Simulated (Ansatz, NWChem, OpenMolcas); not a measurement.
# How basis sets differ on CH5FSi (SMILES C[SiH2]F)

The species is CH5FSi (8 atoms), meant as a singlet with charge 0. SMILES: `C[SiH2]F`. Geometry: relaxed at PBE0-D4/def2-TZVP.

Each level gives the HOMO–LUMO gap (eV). The values are calculated.

| level | kind | program | value (eV) |
| --- | --- | --- | --- |
| HF/ANO-RCC-MB (DKH2) | Hartree–Fock | OpenMolcas | 20.19 |
| HF/STO-3G | Hartree–Fock | NWChem | 23.65 |
| HF/3-21G | Hartree–Fock | OpenMolcas | 17.41 |
| HF/6-31G | Hartree–Fock | Ansatz | 16.72 |
| HF/def2-SVP | Hartree–Fock | Ansatz | 17.17 |
| HF/6-311G** | Hartree–Fock | Ansatz | 16.31 |
| HF/6-311+G** | Hartree–Fock | OpenMolcas | 14.24 |

The values span 14.24 to 23.65 eV. A Hartree–Fock LUMO above zero doesn't converge with the basis: it sinks as sets grow more diffuse. Orbital gaps aren't excitation energies.

The gap is widest in the two minimal sets and narrowest in the only set with diffuse functions, but it doesn't fall steadily with basis size: def2-SVP gives a larger gap than the unpolarised 6-31G. This saturated silane has no low-lying π* orbital, so a minimal basis must build its LUMO from compact σ* combinations of the valence functions, at a high kinetic-energy cost. Split valence shells relax that confinement. The clearest comparison is between 6-311G** and 6-311+G**, where adding diffuse functions lowers the gap from 16.31 to 14.24 eV. The lowest virtual orbital has probably changed character here, from valence σ* towards a spread-out, continuum-like function. The occupied HOMO is likely much less sensitive to this added space. The difference between the two minimal sets probably reflects their contractions rather than scalar relativity, which is weak for valence levels in such light elements. The narrower gap is therefore no evidence of a more accessible Si–F σ* orbital or of greater Lewis acidity at silicon.
